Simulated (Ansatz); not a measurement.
# Decay constant of the tunnelling density against sample bias: Si on Al(111) with PBE-D3(BJ) and As on Au(100) with LDA

Whether one decay constant can turn a change of tunnelling current into a change of tip height at every bias is the decision that these numbers serve. It matters wherever step heights, adatom heights or barrier heights are read from scanning tunnelling data on metal surfaces with an ordered overlayer. The quantity calculated is κ, the decay constant of the density of all states between the Fermi level and the sample bias, taken 3 to 5 Å above the top atom. It is measured against κ₀, the decay constant of a free electron at the highest energy in the window with no momentum along the surface. Negative bias selects filled states, positive bias empty ones.

## Method

Ansatz 0.2.0, plane-wave Kohn-Sham DFT with its default PAW datasets at cutoffs of 420 eV, level as listed. Slabs and stacks are built by hand and relaxed; a single point with 17 Å of vacuum, a dipole correction, Fermi-Dirac smearing of 0.05 eV and meshes of 10 points along the first in-plane vector gives the density of the states between the Fermi level and the sample bias. Its planar mean n(z) is fitted as exp(−2κz) between 3 and 5 Å above the top atom. Spin-paired, no spin-orbit coupling.

Notes on method and selection:

- A free electron at the Fermi level with no momentum along the surface decays with κ₀ = 0.5123·√Φ Å⁻¹, Φ in eV; momentum along the surface raises κ, and the slow approach of the potential to the vacuum level lowers it.
- The tip is left out (Tersoff-Hamann).
- Slabs this thin have discrete subbands, so κ depends on which of them fall in the window.
- Windows narrower than 0.1 V hold too few states on these meshes and are not listed; a blank corrugation was not computed at that height.
- Runs in which the search for lower states was switched off are not listed.
- Work functions and vacuum levels are read from the electrostatic potential (Hartree and local ionic parts), which a warning of a rough exchange-correlation potential in thin density does not concern.
- Sites and patterns name the starting structure; atoms can leave their sites in the relaxation.
- The default PAW datasets of this version of Ansatz are the set soft_2.
- Runs that did not converge, have known faults or may not be shown are not listed, and runs on Ansatz's PAW sets soft_1 and soft_2 are kept to separate tables.

Columns:

- bias (V): sample bias; negative images filled states.
- κ₀ of window top (Å⁻¹): 0.5123·√(Φ − E) for the highest energy E in the window, from the Fermi level.
- κ (Å⁻¹): decay constant κ of the window's density.
- corrugation (Å): corrugation at constant current, set to the mean density at the first listed height.

## Data

| member | surface | bias (V) | κ₀ of window top (Å⁻¹) | κ (Å⁻¹) | corrugation (Å) |
| --- | --- | --- | --- | --- | --- |
| −2 V | Al(111)-c(4x2)-Si, fcc site (PBE-D3(BJ), Φ 4.75 eV, 3.5 Å) | −2.0 | 1.117 | 1.304 | 1.36 |
| −1 V | Al(111)-c(4x2)-Si, fcc site (PBE-D3(BJ), Φ 4.75 eV, 3.5 Å) | −1.0 | 1.117 | 1.257 | 1.24 |
| −0.3 V | Al(111)-c(4x2)-Si, fcc site (PBE-D3(BJ), Φ 4.75 eV, 3.5 Å) | −0.3 | 1.117 | 1.205 | 1.06 |
| +0.3 V | Al(111)-c(4x2)-Si, fcc site (PBE-D3(BJ), Φ 4.75 eV, 3.5 Å) | 0.3 | 1.081 | 1.165 | 1.64 |
| +1 V | Al(111)-c(4x2)-Si, fcc site (PBE-D3(BJ), Φ 4.75 eV, 3.5 Å) | 1.0 | 0.992 | 1.140 | 1.38 |
| +2 V | Al(111)-c(4x2)-Si, fcc site (PBE-D3(BJ), Φ 4.75 eV, 3.5 Å) | 2.0 | 0.850 | 1.069 | 1.13 |
| −1.2 V | Au(100)-(2x1)-As, hollow site (LDA, Φ 4.82 eV, 3.5 Å) | −1.2 | 1.124 | 1.284 | 1.09 |
| −0.4 V | Au(100)-(2x1)-As, hollow site (LDA, Φ 4.82 eV, 3.5 Å) | −0.4 | 1.124 | 1.283 | 1.08 |
| +0.4 V | Au(100)-(2x1)-As, hollow site (LDA, Φ 4.82 eV, 3.5 Å) | 0.4 | 1.077 | 1.282 | 1.09 |
| +1.2 V | Au(100)-(2x1)-As, hollow site (LDA, Φ 4.82 eV, 3.5 Å) | 1.2 | 0.974 | 1.165 | 1.11 |

## The trend and its physics

On Al(111)-c(4x2)-Si, κ falls at every step from −2 V to +2 V, from 1.304 to 1.069 Å⁻¹. The mean slope is (1.069 − 1.304) / 4.0 = −0.059 Å⁻¹ per volt. On Au(100)-(2x1)-As the three rows at −1.2, −0.4 and +0.4 V agree within 0.002 Å⁻¹, and κ then drops by 1.282 − 1.165 = 0.117 Å⁻¹ at +1.2 V. This agreement does not make κ constant through the Fermi level: on gold, windows narrower than 0.1 V were computed on both sides of it, and their κ, not listed, is higher than in these three rows by an amount comparable with that drop.

The basic relation for a single state is κ² = 0.5123²·(Φ − E) + k², with E in eV from the Fermi level and k the momentum along the surface in Å⁻¹. A higher state faces a lower barrier and reaches farther into the vacuum.

At positive bias the window gains such states. On the aluminium surface κ₀ of the window top falls by 1.081 − 0.850 = 0.231 Å⁻¹ between +0.3 and +2 V, but κ falls by only 1.165 − 1.069 = 0.096 Å⁻¹. The window still contains the lower states, which decay faster, and states near its top may also carry momentum along the surface.

At negative bias the window top stays at the Fermi level, so κ₀ is constant. The rise of κ on the aluminium surface, 1.304 − 1.205 = 0.099 Å⁻¹ from −0.3 to −2 V, therefore comes from the deeper states that are added. At 2 eV below the Fermi level the relation gives 0.5123 × √(4.75 + 2.0) = 1.331 Å⁻¹ even for k = 0.

κ lies above κ₀ of the window top in all ten rows. Energy alone does not explain this at +0.3 V on the aluminium surface: the lowest states in that window have κ₀ = 1.117 Å⁻¹, still below the calculated 1.165 Å⁻¹. Momentum along the surface supplies a contribution of the right sign.

## Residuals

The gold surface departs from the steady fall in three ways: the rows at −1.2, −0.4 and +0.4 V have nearly the same κ, the unlisted narrow windows around the Fermi level lie well above it, and the row at +1.2 V lies well below it. The high κ of the narrow windows may belong to the states near the Fermi level or come from the few states that the mesh supplies there; a single mesh cannot separate the two. Between −0.4 and −1.2 V, κ hardly rises although deeper states enter. This is possible if the added states have little momentum along the surface: at 1.2 eV below the Fermi level and k = 0, κ₀ is 0.5123·√6.02 = 1.257 Å⁻¹, slightly less than the κ of 1.283 Å⁻¹ already found at −0.4 V.

The drop between +0.4 and +1.2 V is larger than the fall of κ₀ over the same step, 1.077 − 0.974 = 0.103 Å⁻¹. A subband with small momentum along the surface that enters the wider window would act in this direction. In so thin a slab the energy at which it enters depends on the number of layers.

Among the listed corrugations the unusual row is +0.3 V on the aluminium surface, with 1.64 Å against 1.06 Å at −0.3 V, while κ differs by only 0.040 Å⁻¹. The four gold rows are close to each other, but the unlisted narrow windows on gold show a similar contrast: the corrugation is larger than in any of the four rows on the empty side and smaller on the filled side. Narrow windows hold few subbands, and these may differ in their weight on the silicon atom, so the mean decay does not fix the image contrast.

## Questions the table answers

**How much does the height for a tenfold change of density vary with bias on the aluminium surface?**
The height is ln 10 / (2κ). At −2 V it is 2.303 / (2 × 1.304) = 0.883 Å, and at +2 V it is 2.303 / (2 × 1.069) = 1.077 Å. Using the first value at +2 V makes heights too small by (1.077 − 0.883) / 1.077 = 18 %.

**Can the work function be read from κ at small bias?**
Setting k = 0 gives an apparent barrier of (κ / 0.5123)². For aluminium at −0.3 V this is (1.205 / 0.5123)² = 5.53 eV, which is 0.78 eV above the calculated Φ of 4.75 eV. For gold at −0.4 V it is (1.283 / 0.5123)² = 6.27 eV, which exceeds the calculated Φ by 6.27 − 4.82 = 1.45 eV. The reading is too high on both surfaces. A smaller bias does not cure this on gold, where the windows narrower than 0.1 V would give a still higher barrier.

**Would the trend survive the electric field of a tip?**
For a tip of equal work function, the field shifts the mean barrier by half the bias: up at positive sample bias, down at negative. A first estimate is κ′ = √(κ² + 0.5123²·V/2), with V signed and the weights of the states unchanged. On aluminium, −2 V gives √(1.304² − 0.5123² × 1.0) = 1.199 Å⁻¹ and +2 V gives √(1.069² + 0.5123² × 1.0) = 1.185 Å⁻¹. All six rows then lie between 1.18 and 1.21 Å⁻¹, so the trend nearly vanishes. On gold the four values still run from √(1.284² − 0.5123² × 0.6) = 1.221 Å⁻¹ at −1.2 V to √(1.282² + 0.5123² × 0.2) = 1.302 Å⁻¹ at +0.4 V. The unlisted narrow windows would extend this range upwards, because the field hardly shifts the barrier at so small a bias.

## Conclusions

For the density of the bare sample, κ should be taken at the bias in use: it falls steadily over the six aluminium rows from −2 to +2 V, and on gold the only large change among the listed rows is between +0.4 and +1.2 V. The common κ of the other three gold rows should not be carried to biases near zero, where the narrow windows give a higher value that this mesh does not settle. In a junction, the field estimate makes a single κ near 1.19 Å⁻¹ reasonable for the aluminium surface at biases of 0.3 to 2 V of either sign, but less so for gold. The aluminium rows do not test smaller biases.

The two surfaces differ in functional as well as in metal and adatom, so their absolute κ are not ranked. A work-function shift of a few tenths of an eV between LDA and PBE would alone move κ₀ by roughly 0.03 Å⁻¹.

Both functionals lack the long image tail of the potential and reach the vacuum level too soon; including it would lower κ. Roughness of the exchange-correlation potential in thin density leaves the work functions untouched but may affect the tails, with no known sign.
